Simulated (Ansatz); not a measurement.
# CH5AlO (SMILES [CH3][AlH][OH]): the energy, rung by rung

CH5AlO has 8 atoms, charge 0, and is taken as a singlet. SMILES: `[CH3][AlH][OH]`. The shape was relaxed beforehand at PBE0/def2-SVP. This is one conformer, not always the lowest.

Each level gives the adiabatic ionisation energy (to the doublet cation, shapes relaxed at PBE0/def2-SVP, no zero-point term) (eV). The values are calculated.

| level | kind | program | value (eV) | CPU time (all runs) |
| --- | --- | --- | --- | --- |
| HF/def2-TZVP | Hartree–Fock | Ansatz | 8.46 | 3.5 s |
| PBE/def2-TZVP | GGA | Ansatz | 9.42 | 7.3 s |
| r2SCAN/def2-TZVP | meta-GGA | Ansatz | 9.40 | 14 s |
| B3LYP/def2-TZVP | global hybrid | Ansatz | 9.56 | 7.3 s |
| MP2/def2-TZVP | perturbation theory | Ansatz | 9.64 | 4.6 s |

The values span 8.46 to 9.64 eV. Times are those of the runs behind each value, whatever else they computed, on shared processors of several kinds: orders of magnitude only.

Hartree–Fock stands apart at 8.46 eV, while the four methods that include electron correlation fall between 9.40 and 9.64 eV. The gap probably arises because the neutral molecule has one more electron pair than the cation, and so loses correlation energy on ionisation that Hartree–Fock leaves out. Among the density functionals the order isn't a steady climb: r2SCAN lies marginally below PBE, and B3LYP above both.

Chemically, the electron most likely leaves a σ-bonding orbital with substantial Al–C character. Aluminium is electropositive, so this bond is polarised towards carbon and its electrons are held less tightly than those of an ordinary C–C or C–H bond. The oxygen lone pairs should lie deeper, with some donation into the empty aluminium p orbital. Removing a bonding electron would weaken the Al–C link, which suggests appreciable relaxation in the cation. The energies alone, however, can't establish where the hole sits or how large that relaxation is.
